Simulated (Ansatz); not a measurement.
Ga: pressure and energy less free atoms against volume scale

All results are calculated (Ansatz 0.2.0). Periodic Kohn-Sham DFT of a crystal at fixed atoms, scaled to volume_scale times the given cell; pressure positive in compression, energy less spherical unpolarised free atoms, largest_vzz the field gradient of largest size among the nuclei.

The cell before it is scaled or strained (space group Cmcm, No. 63):
```
cell vectors (Å)
   1.4500    -4.0650     0.0000
   1.4500     4.0650     0.0000
   0.0000     0.0000     3.1700
atoms (fractions of the cell vectors)
Ga  0.86700  0.13300  0.25000
Ga  0.13300  0.86700  0.75000
```

Settings of every row: method all-electron LAPW; functional LDA; relativity scalar; k mesh 12x12x10; filling fermi-dirac; smearing width 0.08 eV; basis error target 1 meV/atom; nucleus gaussian.

Atom start moment: 0 on all atoms.

```
row  volume scale  V (Å³/atom)  pressure (GPa)  energy less free atoms (eV/atom)
  1          0.94       17.564          -0.589                           -3.5602
  2          0.95       17.751          -1.214                           -3.5592
  3          0.96       17.937          -1.799                           -3.5574
  4          0.98       18.311          -2.862                           -3.5519
  5          0.99       18.498          -3.344                           -3.5483
  6             1       18.685          -3.795                           -3.5441
  7          1.01       18.872          -4.217                           -3.5394
  8          1.02       19.058          -4.613                           -3.5343
  9          1.04       19.432               ?                                 ?
 10          1.05       19.619          -5.654                           -3.5163
 11          1.06       19.806          -5.958                           -3.5095
```

Question: what pressure and energy less free atoms should row 9 give?

Worked fit of pressure. Take u = (V_r/V)^(2/3) − 1 with V_r = 18.591 Å³ an atom, which is twice the finite (Eulerian) strain; such expansions in the strain, on which the Birch-Murnaghan equation of state is built, carry the rest volume and the bulk modulus. The shown rows have u = 0.03861, 0.0313, 0.02416, 0.01017, 0.00335, -0.00336, -0.00995, -0.0164, -0.03524, -0.04133. Least squares give pressure = −3.5722 + 67.321 × u + 245.31 × u² + 320 × u³ GPa; a parabola predicts inner rows, each left out in turn, worse (root mean square 0.0041 against 0.0012 GPa). The rows lie off it by 0.000, 0.001, -0.001, 0.000, 0.000, 0.001, 0.001, -0.001, 0.000, 0.000. The withheld row has u = -0.02906, so the fit gives −3.5722 + 67.321 × (-0.02906) + 245.31 × (-0.02906)² + 320 × (-0.02906)³ = -5.329 GPa.

The calculation gave -5.33 GPa. The fit lies 0.001 GPa (0.019 % of the column's range) above it, one unit of the last digit.

Worked fit of energy less free atoms. Take u = (V_r/V)^(2/3) − 1 with V_r = 18.591 Å³ an atom, which is twice the finite (Eulerian) strain; such expansions in the strain, on which the Birch-Murnaghan equation of state is built, carry the rest volume and the bulk modulus. The shown rows have u = 0.03861, 0.0313, 0.02416, 0.01017, 0.00335, -0.00336, -0.00995, -0.0164, -0.03524, -0.04133. Least squares give energy less free atoms = −3.54627 − 0.6233 × u + 6.617 × u² + 4.3 × u³ eV/atom; a parabola predicts inner rows, each left out in turn, worse (root mean square 5.8e-05 against 2.8e-05 eV/atom). All shown rows lie on it to the printed digit. The withheld row has u = -0.02906, so the fit gives −3.54627 − 0.6233 × (-0.02906) + 6.617 × (-0.02906)² + 4.3 × (-0.02906)³ = -3.5227 eV/atom.

The calculation gave -3.5227 eV/atom. The fit meets it to the printed digit.
